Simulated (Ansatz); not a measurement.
## Strength of the Ga–H bond: GaH2(NH2) → GaH(NH2) + H

Species: GaH2(NH2), singlet; GaH(NH2), doublet; H atom, doublet. 

Shapes, held fixed at every level: PBE0-D4/def2-TZVP. Flexible molecules stand in one conformer, not always the lowest. Programs: Ansatz 0.2.0. The zero-point and thermal change to 298 K, harmonic and unscaled (PBE0-D4/def2-TZVP), is -16.5 kJ/mol.

Estimate ΔH(298 K) of this reaction.

The highest level, CCSD(T)/def2-TZVPP, gives ΔH(298 K) = +345.8 kJ/mol; the levels span +333.5 to +368.2. The column of differences is taken from that level and isn't an error. No measured value is set beside it here. Open shells run unrestricted unless RO is named. Relativity is left out for Ga unless named. Correlated rows may include outer-core shells of Ga, which these sets cover unevenly.

```json
{"level": "SPW92/def2-TZVPP", "kind": "LDA", "ΔH(298 K) (kJ/mol)": "+368.2", "less CCSD(T)/def2-TZVPP": "+22.4"}
{"level": "B3LYP-D4/def2-TZVPP", "kind": "global hybrid", "ΔH(298 K) (kJ/mol)": "+340.5", "less CCSD(T)/def2-TZVPP": "-5.3"}
{"level": "BHLYP-D4/def2-TZVPP", "kind": "global hybrid", "ΔH(298 K) (kJ/mol)": "+341.2", "less CCSD(T)/def2-TZVPP": "-4.6"}
{"level": "r2SCAN0-D4/def2-TZVPP", "kind": "global hybrid", "ΔH(298 K) (kJ/mol)": "+333.5", "less CCSD(T)/def2-TZVPP": "-12.3"}
{"level": "wB97X-V/def2-TZVPP", "kind": "range-separated hybrid", "ΔH(298 K) (kJ/mol)": "+350.2", "less CCSD(T)/def2-TZVPP": "+4.4"}
{"level": "MP2/def2-TZVPP", "kind": "perturbation theory", "ΔH(298 K) (kJ/mol)": "+335.0", "less CCSD(T)/def2-TZVPP": "-10.8"}
{"level": "CCSD/def2-TZVPP", "kind": "coupled cluster or CI", "ΔH(298 K) (kJ/mol)": "+345.2", "less CCSD(T)/def2-TZVPP": "-0.6"}
{"level": "CCSD(T)/def2-TZVPP", "kind": "coupled cluster or CI", "ΔH(298 K) (kJ/mol)": "+345.8", "less CCSD(T)/def2-TZVPP": "0.0"}
```

Breaking this Ga–H bond homolytically is strongly endothermic, with CCSD(T) placing the cost at +345.8 kJ/mol. The bond is a largely covalent pairing of a gallium 4s/4p hybrid with hydrogen 1s. Its loss takes gallium from the closed-shell +3 state to a formally +2 radical, whose unpaired electron probably sits mainly in a gallium-centred hybrid. The amide lone pair can offer little compensating stabilisation, because π donation into gallium's empty 4p orbital is already available in the parent.

CCSD lies only 0.6 kJ/mol below CCSD(T), so connected triples hardly affect this bond energy, which suggests that neither side has severe multireference character. LDA stands apart at +368.2 kJ/mol, the familiar overbinding, probably in part because it describes the isolated hydrogen atom poorly. The result supports a strong first Ga–H bond but doesn't give a mean bond energy: removing the second hydrogen should be considerably easier, since it leads to closed-shell gallium(I) with a 4s-like lone pair.
